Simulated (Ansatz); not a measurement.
**Ligand exchange: C2H4ClF + GeH3I → C2H4FI + GeH3Cl**

Species: C2H4ClF (1-chloro-2-fluoroethane) `FCCCl`, singlet; GeH3I `[GeH3][I]`, singlet; C2H4FI (1-fluoro-2-iodoethane) `FCCI`, singlet; GeH3Cl (chlorogermane) `[Cl][GeH3]`, singlet. The partners trade Cl for I: C–Cl and Ge–I bonds give way to C–I and Ge–Cl.

Shapes, held fixed at every level: PBE0-D4/def2-TZVP. Flexible molecules stand in one conformer, not always the lowest. Programs: Ansatz 0.2.0. The zero-point and thermal change to 298 K, harmonic and unscaled (PBE0-D4/def2-TZVP), is -0.5 kJ/mol.

```tsv
level	kind	ΔH(298 K) (kJ/mol)	less CCSD(T)/def2-TZVPP
HF/def2-SVP	Hartree–Fock	-2.9	+12.1
HF/def2-TZVPP	Hartree–Fock	-6.0	+9.0
SPW92/def2-TZVPP	LDA	-2.3	+12.7
r2SCAN0-D4/def2-TZVPP	global hybrid	-5.6	+9.4
wB97M-V/def2-TZVPP	range-separated hybrid	-8.4	+6.6
wB97X-V/def2-TZVPP	range-separated hybrid	-8.0	+7.0
MP2/def2-TZVPP	perturbation theory	-15.9	-0.9
CCSD(T)/def2-TZVPP	coupled cluster or CI	-15.0	0.0
```

The highest level, CCSD(T)/def2-TZVPP, gives ΔH(298 K) = -15.0 kJ/mol; the levels span -15.9 to -2.3. The column of differences is taken from that level and isn't an error. No measured value is set beside it here. For atoms past krypton def2 sets carry core potentials with scalar relativity. Relativity is left out for Ge. Outer-core shells of Ge, I are correlated in most correlated rows, in sets that cover them unevenly.

Every level makes the exchange exothermic, so chlorine prefers germanium and iodine carbon, though the size of that preference is much less certain than its sign. The direction fits the hard-soft pattern: germanium is more electropositive than carbon, and the gain in bond polarity on moving from carbon to germanium is greater for chlorine than for the larger, more polarisable iodine. The numbers of bonds and molecules are conserved, so much of the bond energy cancels and a small difference remains, to which correlation matters greatly. In the same basis, Hartree–Fock gives -6.0 kJ/mol and CCSD(T) -15.0 kJ/mol.

MP2 lies close to CCSD(T), which suggests that correlation beyond second order nearly cancels, but the two could share errors from the basis and outer-core correlation. The density functionals all give a weaker preference, and the gap may reflect either their description of valence correlation or an overestimated core contribution in the wavefunction results. The exothermicity says nothing about the barrier to exchange.
